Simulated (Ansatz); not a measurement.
Li: pressure and energy change per atom as volume scale varies

Plane-wave DFT, scalar-relativistic PAW made under PBE with cores redone for the functional, no dispersion; the given relaxed cell is scaled uniformly, energy at zero smearing counts from the unscaled cell, pressure at the given Fermi-Dirac smearing is positive in compression. The results are calculated, by Ansatz 0.2.0.

The cell before it is scaled or strained (space group P6_3/mmc, No. 194):
```
Li
1.0
      2.9971     0.0000     0.0000
     -1.4985     2.5956     0.0000
      0.0000     0.0000     9.7603
Li
4
Direct
  1.00000 1.00000 0.00000
  1.00000 1.00000 0.50000
  0.33333 0.66667 0.25000
  0.66667 0.33333 0.75000
```

Settings of every row: spin polarised no; functional LDA; wave cutoff 420 eV; smearing width 0.1 eV; k mesh 14x14x4.

Atom starting moment: 0 on all atoms.

Limits: the cell comes from a prototype or a list of computed structures and needn't be the stable phase.

```
row  volume scale  V (Å³/atom)  pressure (GPa)  energy change per atom (meV)
  1          0.88       16.704            2.37                         15.01
  2          0.92       17.463            1.43                          6.18
  3          0.96       18.223               ?                             ?
  4          1.04       19.741           -0.55                          1.44
  5          1.08       20.501           -1.01                          5.27
  6          1.12        21.26            -1.4                         11.11
```

Question: what pressure and energy change per atom should row 3 give?

Worked fit of pressure. Take u = (V_r/V)^(2/3) − 1 with V_r = 19.741 Å³ an atom, which is twice the finite (Eulerian) strain; such expansions in the strain, on which the Birch-Murnaghan equation of state is built, carry the rest volume and the bulk modulus. The shown rows have u = 0.1178, 0.08518, 0, -0.02487, -0.04822. Least squares give pressure = −0.553 + 19.612 × u + 43.87 × u² GPa; a straight line predicts inner rows, each left out in turn, worse (root mean square 0.12 against 0.0084 GPa). The rows lie off it by 0.00, -0.01, 0.00, 0.00, 0.00. The pressure vanishes at u = 0.0266, or V = 18.98 Å³ an atom, and there the bulk modulus at fixed shape and fractions is B = −V dP/dV = (2/3)(1 + u) dP/du = 15 GPa. Letting shape and atoms relax would as a rule lower it, by much in layered, chain or molecular crystals. The withheld row has u = 0.05479, so the fit gives −0.553 + 19.612 × (0.05479) + 43.87 × (0.05479)² = 0.65 GPa.

The calculation gave 0.65 GPa. The fit meets it to the printed digit.

Worked fit of energy change per atom. Take u = (V_r/V)^(2/3) − 1 with V_r = 19.741 Å³ an atom, which is twice the finite (Eulerian) strain; such expansions in the strain, on which the Birch-Murnaghan equation of state is built, carry the rest volume and the bulk modulus. The shown rows have u = 0.1178, 0.08518, 0, -0.02487, -0.04822. Least squares give energy change per atom = 1.493 − 107.099 × u + 1887.98 × u² meV; a straight line predicts inner rows, each left out in turn, worse (root mean square 5.3 against 0.15 meV). The rows lie off it by -0.07, 0.11, -0.05, -0.05, 0.06 (root mean square 0.072 meV). The withheld row has u = 0.05479, so the fit gives 1.493 − 107.099 × (0.05479) + 1887.98 × (0.05479)² = 1.29 meV.

The calculation gave 1.4 meV. The fit lies 0.11 meV (7.9 % of the value, 0.81 % of the column's range) below it; its largest miss of a shown row is 0.11 meV.
